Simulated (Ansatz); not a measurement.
W: Grüneisen parameters and expansion

Level of theory: DFT PBEsol, scalar-relativistic, plane waves, PAW (Ansatz 0.2.0). Settings: 420 eV plane-wave cutoff, Γ-centred 20×20×20 mesh, Fermi-Dirac smearing of 0.15 eV. No spin polarisation. Phonons by linear response, acoustic sum rule imposed.

Relaxed structure:
```yaml
crystal:
  lattice:
    - [-1.57711, 1.57711, 1.57711]
    - [1.57711, -1.57711, 1.57711]
    - [1.57711, 1.57711, -1.57711]
  atoms:
    - { symbol: W, position: [0.00000, 0.00000, 0.00000] }
```

In a metal, frequencies depend on the k mesh and the smearing, soft modes most. Some empty bands missed the eigensolver's threshold. Spin–orbit coupling is left out, which matters for heavy elements.

Phonons on a 2×2×2 q mesh at 0.98, 1 and 1.02 times the equilibrium volume give γ = −d ln ν/d ln V, modes matched by rank. The cell has V = 15.69 Å³ with 1 atom and B = 323 GPa. Points of the mesh (fractions of the reciprocal vectors) with their weights out of 8; the acoustic modes at Γ are left out:

```csv
q,weight,ν (cm⁻¹),γ,degeneracy
0.00 0.00 -0.50,6,136,2.23,1
0.00 0.00 -0.50,6,147,0.95,1
0.00 0.00 -0.50,6,222,2.22,1
-0.50 -0.50 -0.50,1,178,2.21,3
```

Problem. Work out the volume expansion coefficient at 50, 100, 300 and 800 K in Grüneisen's theory.

Solution. Each mode holds c = k_B x² eˣ/(eˣ − 1)², x = hcν/k_BT (k_B = 0.695 cm⁻¹/K). Weighted over the mesh, C_V = Σ c, γ̄ = Σ cγ/C_V and α_V = γ̄ C_V/(BV):
```json
{"T (K)": "50", "C_V (k_B a cell)": "0.55", "γ̄": "1.76", "α_V (10⁻⁶/K)": "2.6"}
{"T (K)": "100", "C_V (k_B a cell)": "1.64", "γ̄": "1.82", "α_V (10⁻⁶/K)": "8.1"}
{"T (K)": "300", "C_V (k_B a cell)": "2.48", "γ̄": "1.85", "α_V (10⁻⁶/K)": "12.5"}
{"T (K)": "800", "C_V (k_B a cell)": "2.60", "γ̄": "1.86", "α_V (10⁻⁶/K)": "13.2"}
```

The classical limit of C_V is 3n = 3 k_B, less the 3/8 k_B of the three modes left out, which leaves C_V and α_V about 12 % low even at high temperature. All γ are positive, so the crystal expands at every temperature. For a cubic crystal the linear coefficient is a third of α_V. A mesh this coarse misses long acoustic waves, so the low-temperature rows are rough; B and γ are held at their static values, and the electrons' part is left out.

Problem. The zero-point energy of the cell, summed on a denser interpolated mesh, is 30.573, 29.428 and 28.303 meV at the three volumes. How far does it expand the lattice at 0 K?

Solution. P_zp = −dE_zp/dV = 2.270 meV / (0.628 Å³) × 0.16022 GPa Å³/meV = 0.579 GPa, so ΔV/V = P_zp/B = 0.18 %. This share is taken off a measured low-temperature volume before it is compared with a static calculation.

Cost: 6 runs of about 2.1 core-minutes in all, on Intel Xeon 6975P-C (Granite Rapids) (shared hosts).

The expansion coefficient rises with temperature mainly because the vibrations become thermally populated: C_V grows from 0.55 to 2.48 k_B between 50 and 300 K, while γ̄ moves only from 1.76 to 1.85. That slight rise reflects the zone-boundary mode at 147 cm⁻¹, whose γ of 0.95 counts most when the stiffer modes are still frozen out. The other modes have nearly equal γ despite their different frequencies, so softness alone doesn't set the volume dependence; the exception probably reflects a displacement pattern whose restoring force depends less on bond length.

The expansion remains small because tungsten's roughly half-filled 5d band fills mostly bonding states, giving strong cohesion and a high bulk modulus that resists the thermal pressure. The same stiffness, together with the heavy atoms' small quantum motion, limits the zero-point expansion to 0.18 %. The near-plateau by 800 K shouldn't be extrapolated towards melting, where phonon–phonon interactions and vacancies add to the expansion.
